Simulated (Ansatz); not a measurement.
# Ir: energy above lowest point against volume scale

Free energy against uniform scaling of the volume at fixed shape and fractions; periodic cell, basis, potentials, k mesh and filling as listed. The results are calculated, by Ansatz 0.2.0.

The cell before it is scaled or strained (space group P6_3/mmc, No. 194):
```
Ir
1.0
      2.7514     0.0000     0.0000
     -1.3757     2.3828     0.0000
      0.0000     0.0000     4.4623
Ir
2
Direct
  0.66667 0.33333 0.75000
  0.33333 0.66667 0.25000
```

Settings of every row: functional LDA; dispersion none; potentials all-electron LAPW; k mesh 12x12x7; k shift 0x0x0; occupations fermi dirac; smearing width 0.1 eV; spin none; basis error target 0.001 eV/atom.

Limits: coarse k mesh, up to 40 meV an atom off; no spin-orbit coupling, which can matter with elements this heavy; the cell comes from a prototype or a list of computed structures and needn't be the stable phase.

| row | volume scale | V (Å³/atom) | energy above lowest point (meV/atom) |
| --- | --- | --- | --- |
| 1 | 0.94 | 13.75 | 0 |
| 2 | 0.97 | 14.189 | 4.6 |
| 3 | 1 | 14.627 | ? |
| 4 | 1.03 | 15.066 | 100.3 |
| 5 | 1.06 | 15.505 | 181.6 |

Question: what energy above lowest point should row 3 give?

Worked fit of energy above lowest point. Take u = (V_r/V)^(2/3) − 1 with V_r = 14.628 Å³ an atom, which is twice the finite (Eulerian) strain; such expansions in the strain, on which the Birch-Murnaghan equation of state is built, carry the rest volume and the bulk modulus. The shown rows have u = 0.04213, 0.02052, -0.01948, -0.03807. Least squares give energy above lowest point = 39.8 − 2409.8 × u + 34679 × u² meV/atom; a straight line predicts inner rows, each left out in turn, worse (root mean square 32 against 0.95 meV/atom). The rows lie off it by 0.2, -0.4, 0.4, -0.2. Its lowest point lies at u = 0.0347, or V = 13.9 Å³ an atom, and the curvature there gives the bulk modulus at fixed shape and fractions, B = (4/9)(1 + u)² E″(u)/V = 381 GPa. Letting shape and atoms relax would as a rule lower it, by much in layered, chain or molecular crystals. The withheld row has u = 5e-05, so the fit gives 39.8 − 2409.8 × (5e-05) + 34679 × (5e-05)² = 39.7 meV/atom.

The calculation gave 39.8 meV/atom. The fit lies 0.1 meV/atom (0.055 % of the column's range) below it, one unit of the last digit.
